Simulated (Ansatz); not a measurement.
Ligand exchange: C3H9BO + C5H10O → C3H9BO2 + C5H10

Species: C3H9BO `CC(C)BO`, singlet; C5H10O (cyclopentanol) `OC1CCCC1`, singlet; C3H9BO2 `CC(C)B(O)O`, singlet; C5H10 (cyclopentane) `C1CCCC1`, singlet. The partners trade H for OH: B–H and C–OH bonds give way to B–OH and C–H.

Shapes, held fixed at every level: PBE0-D4/def2-TZVP. Flexible molecules stand in one conformer, not always the lowest. Programs: Ansatz 0.2.0. Electronic energies: no zero-point or thermal term.

Question: Estimate ΔE of this reaction.

Answer: The highest level, CCSD(T)/CBS estimate, gives ΔE = -210.3 kJ/mol; the levels span -215.7 to -205.6. The column of differences is taken from that level and isn't an error. No measured value is set beside it here. The CBS estimate extrapolates MP2 from def2-TZVPP and def2-QZVPP and adds CCSD(T) − MP2 in the triple-zeta set, cores frozen.

| level | kind | ΔE (kJ/mol) | less CCSD(T)/CBS estimate |
| --- | --- | --- | --- |
| HF/def2-TZVPP | Hartree–Fock | -215.1 | -4.8 |
| r2SCAN-D4/def2-TZVPP | meta-GGA | -212.3 | -2.0 |
| B3LYP-D4/def2-TZVPP | global hybrid | -209.2 | +1.1 |
| wB97X-V/def2-TZVPP | range-separated hybrid | -205.6 | +4.7 |
| MP2/def2-TZVPP | perturbation theory | -215.7 | -5.4 |
| CCSD(T)/def2-TZVPP | coupled cluster or CI | -210.3 | 0.0 |
| CCSD/def2-TZVPP | coupled cluster or CI | -212.0 | -1.7 |
| CCSD(T)/CBS estimate | coupled cluster or CI | -210.3 | 0.0 |

Transfer of the hydroxyl group from carbon to boron is strongly downhill in electronic energy at every level. The driving force is the exchange of a C–O and a B–H bond for a much stronger B–O bond and a C–H bond. The B–O bond gains from its polarity and from donation of an oxygen lone pair into the formally empty boron p orbital, a stabilisation that saturated carbon can't offer. The OH already on boron competes for that same orbital, so the second one probably gains less from π donation than the first would.

Because the reaction conserves the number of electron pairs and the broad bond types, much of the correlation energy cancels, and even Hartree–Fock lies only 4.8 kJ/mol from the highest level. MP2 doesn't improve on it, whereas CCSD and then the triples make the reaction progressively less exothermic. The spread among methods is small beside the reaction energy, so the preference for boron as the oxygen acceptor is secure, though this driving force says nothing about the barrier to direct exchange.
